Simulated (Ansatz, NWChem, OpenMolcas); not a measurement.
C2H3F3 (1,1,2-trifluoroethane): the vertical energy of the triplet above the singlet, rung by rung

C2H3F3 has 8 atoms, charge 0, and is taken as a singlet. As SMILES, `FCC(F)F`. Geometry: relaxed at PBE0-D4/def2-TZVP. This is one conformer, not always the lowest.

Each level gives the vertical energy of the triplet above the singlet (eV). The values are calculated.

```tsv
level	kind	program	value (eV)	CPU time (all runs)
SVWN5/def2-SVP	LDA	Ansatz	8.19	11 s
BLYP/def2-SVP	GGA	Ansatz	8.33	22 s
r2SCAN/def2-SVP	meta-GGA	Ansatz	8.71	47 s
B3LYP/def2-SVP	global hybrid	OpenMolcas	9.03	1.9 min
CAM-B3LYP/def2-SVP	range-separated hybrid	NWChem	9.36	2.7 min
HSE06/def2-SVP	range-separated hybrid	Ansatz	9.08	34 s
PBE-QIDH/def2-SVP	double hybrid	Ansatz	9.88	62 s
RPA@PBE0/def2-SVP	RPA	Ansatz	9.81	47 s
MP2/def2-SVP	perturbation theory	Ansatz	11.10	43 s
CCSD/def2-SVP	coupled cluster or CI	Ansatz	10.66	4.6 min
```

The values span 8.19 to 11.10 eV. A triplet this far above the singlet is often a Rydberg-like or dissociative state; sets without diffuse functions put Rydberg states too high. CPU times are rough (shared hosts, several kinds of processor): they show what a rung costs within a factor of a few.

At every level the singlet lies far below the triplet at this geometry, as expected for a saturated molecule. With no π system, the triplet must take an electron from the σ framework or a fluorine lone pair and place it in a σ* or diffuse orbital. Fluorine's electronegativity also holds the occupied levels deep, so no low-energy promotion is available.

The gap widens from the semilocal functionals through the hybrids to the wavefunction methods, probably because exact exchange reduces the over-stabilisation of spread-out unpaired electrons. The rise is not strictly stepwise: HSE06 falls below CAM-B3LYP, RPA slightly below PBE-QIDH, and CCSD below MP2. The ordering of the two states is therefore secure among these methods, but the size of the gap is not: even MP2 and CCSD differ, at 11.10 and 10.66 eV. Because populating a σ* orbital weakens bonds, the triplet would probably relax strongly or dissociate, so these vertical energies don't give the adiabatic gap or a threshold for bond breaking.
